Equal numbers of aluminium and cobalt atoms form a cubic crystal in which each atom has eight neighbours of the other kind. Its energy was computed at seven volumes, with the cubic shape kept, and is counted from the minimum of a curve fitted to them.

DFTB+ 25.1 calculations with the GFN1-xTB tight-binding method (tblite 0.3.0, truncated lattice sum for short-range electrostatics) for cubic AlCo (Pm-3m), with collinear spins. All runs used a 2×2×2 supercell of 16 atoms, a 4×4×4 k mesh and Fermi–Dirac smearing of 0.05 eV. Energies are counted from the minimum of the fitted curve.

| volume (Å³/atom) | energy (meV/atom) |
| --- | --- |
| 10.53 | 76.99 |
| 10.76 | 45.59 |
| 10.98 | 23.24 |
| 11.21 | 8.99 |
| 11.43 | 1.57 |
| 11.65 | 0.24 |
| 11.88 | 3.66 |

**Question 1. The cell supplied to the calculation has 11.21 Å³ per atom. Is it at rest, compressed or stretched?**

*Model answer.* It is compressed. The energy still falls when the cell grows from 11.21 to 11.43 Å³, so the crystal pushes outwards. The push is the energy released per unit of added volume, taken here between the two neighbouring rows: (23.24 − 1.57) meV over 0.45 Å³ is 48 meV/Å³. As 1 meV/Å³ equals 0.16 GPa, the pressure is close to 8 GPa.

*Remark.* Relaxing to the minimum lengthens every Al–Co contact by 1.2 %, a third of the volume change of 3.5 %. Both percentages refer to the supplied cell and are no comparison with a measurement. A small misfit in length is thus a large pressure in a stiff metal.

**Question 2. Does the crystal behave like an ideal spring, for which energy grows as the square of the displacement?**

*Model answer.* No. Divide each energy by the square of the distance from the minimum at 11.603 Å³; an ideal spring would give one constant. Leave out the row at 11.65, which lies so close to the minimum that a misfit of 0.1 meV/atom spoils the ratio. The stretched row at 11.88 gives roughly 50 meV/Å⁶, the supplied cell roughly 60 and the smallest cell roughly 70. Squeezing costs more than stretching, and the harder the squeeze, the more the spring stiffens.

*Remark.* Comparing the raw energies of the first and last rows would mislead, because the first lies about four times as far from the minimum. Dividing by the squared distance removes that difference and leaves the asymmetry.

**Question 3. Why is the well steeper on the compressed side?**

*Model answer.* A diatomic molecule shows the reason in its simplest form. Let its energy at bond length d be a repulsion R·exp(−pd) less an attraction A·exp(−qd). The repulsion comes from overlapping electron clouds and has the shorter range, so p is larger than q. At the minimum the two forces balance; call their common size F.

Differentiating again gives the curvature F(p − q), which is positive. Its rate of change with d is −F(p² − q²), which is negative. The ratio of the two is −(p + q), so stretching softens the bond, and does so faster the more steeply both forces vary with distance.

*Remark.* This is an argument from theory: the table shows the asymmetry, not its separate parts. About a quarter of it is plain geometry. Volume grows as the cube of length, so even a bond that was a perfect spring in length would give a lopsided curve when drawn against volume. The analogy holds for the shape of the well near its minimum. In the crystal all contacts change together and electrons are shared among many atoms, so the molecule is no guide to the size of the modulus or to pulling the solid apart.

**Question 4. Estimate the energy of the smallest cell from the properties of the crystal at its minimum.**

*Model answer.* Three quantities are needed: the volume V₀ at the minimum, the bulk modulus B₀ (the resistance to uniform compression) and its slope B′ (the rise of the modulus per unit of pressure). With x = V/V₀ − 1, the definition of the modulus fixes the second derivative of the energy and that of the slope fixes the third. Expanding to third order gives

E ≈ ½ B₀V₀ x² [1 − (B′ + 1)x/3].

The factor before the bracket is the ideal spring; the bracket holds the asymmetry.

A least-squares fit of the Birch–Murnaghan form, a cubic in V^(−2/3), to all seven rows gives B₀ = 193.5 GPa and B′ = 7.0. For the smallest cell x is −0.092.

- Spring: ½ B₀V₀ is 7.0 eV, and multiplied by x² it gives 60 meV/atom.
- Asymmetry: the bracket is 1 + 8.0 × 0.092/3 = 1.25.
- Estimate: 74 meV/atom, against 77 in the table.

*Remark.* The spring alone falls short by 23 % of the computed energy, the corrected formula by 4 %. What remains belongs mostly to higher terms of the expansion, which fade quickly towards the minimum: for the supplied cell the formula agrees with the table to better than 1 %. These rows were part of the fit, so the agreement shows which terms matter and is not a prediction.

**Question 5. By how much does the modulus change if every bond becomes 1 % shorter?**

*Model answer.* It rises by roughly a fifth to a quarter. The modulus at any volume is that volume times the curvature of the energy, and three neighbouring rows suffice to find the curvature. This gives 311 GPa at 10.76 Å³ and 177 GPa at 11.65 Å³, while the Al–Co contact grows only from 2.409 to 2.474 Å. Between these points the modulus varies on average as the bond length to the power −21. That figure leans on the most stretched row: from 10.76 to 11.43 Å³, where this row plays no part, the power is about −17.

*Remark.* The large power has a simple origin. Near the minimum the modulus goes roughly as V to the power −B′, and volume goes as the cube of length, so the power of the length is −3B′, or −21 for a slope of 7. Under compression the slope itself usually falls, so the exact match with the value above is partly luck. The rule describes one crystal under uniform strain; between different alloys the bonding itself changes as well as its length.

**Question 6. Another metal replaces cobalt. Suppose that volume and modulus stay the same, but the slope is 4 instead of 7. Where would the two curves differ most?**

*Model answer.* Among the volumes of the table, they would differ most at the smallest cell: the difference grows as the cube of x, and this row lies farthest from the minimum. There the bracket becomes 1 + 5 × 0.092/3 = 1.15, and the estimate drops from 74 to 69 meV/atom. At 11.88 Å³, where x is only 0.024, the two estimates differ by about 0.1 meV/atom. Two metals can thus look alike near rest and part company under load.

*Remark.* By the argument of Question 3, a lower slope points to forces that vary more gently over the length of a bond. To guess the slope for a neighbouring compound, ask first how steeply its repulsion and its bonding change with distance, and only then how strong they are.

**Question 7. Which digits of the volume, the modulus and the slope can be trusted?**

*Model answer.* Repeat the fit without the most stretched row, 11.88. The volume moves by 0.01 Å³, or 0.1 %. The modulus rises from 193.5 to 201 GPa, by 4 %, and the slope falls from 7.0 to 6.3, by 11 %. Leaving out the smallest cell instead pushes the slope the other way, to nearly 8, and hardly moves the modulus. It is fair to quote 11.6 Å³, a modulus of 190 to 200 GPa and a slope of 6 to 8.

The order of these uncertainties follows from what each quantity measures. The volume marks where the first derivative vanishes, the modulus needs the second derivative and the slope the third. Each further derivative magnifies small irregularities. An end row matters so much because no row beyond it holds the curve in place: without the row at 11.88, the fit puts the energy there at 4.1 meV/atom instead of 3.66.

*Remark.* The choice of formula matters too. A Birch–Murnaghan form with the slope held at 4 raises the modulus to 216.5 GPa, but its typical misfit is six times that of the full form, so these energies do call for the steeper slope. Anyone who repeats the fit needs the unrounded volumes, which run in equal steps of 2 % from 94 to 106 % of the supplied cell of 11.20577 Å³ per atom. At the small end a shift of 0.005 Å³ changes the energy by 0.7 meV/atom, far more than the typical misfit of 0.06.

**Question 8. Does the small misfit mean that the modulus is right for real AlCo?**

*Model answer.* No. The misfit measures how smooth the curve is, and an error that varies smoothly with volume can leave it just as small. One candidate is the shortened lattice sum for the short-range electrostatics, which is present in every row; its effect on the modulus is untested, as is that of a finer k mesh. The method was also parametrised mainly for molecules, so a reasonable volume would not vouch for the stiffness of a metal.

*Remark.* The magnetic state deserves the same caution. The calculations started with a moment on cobalt, and whether it survives at each volume is an open point. A moment that grew as the crystal expanded could add to the softening seen here, but that is a guess. Printing the moment at each volume would show whether it survives, and a second curve without spin polarisation would show what it adds to the softening.
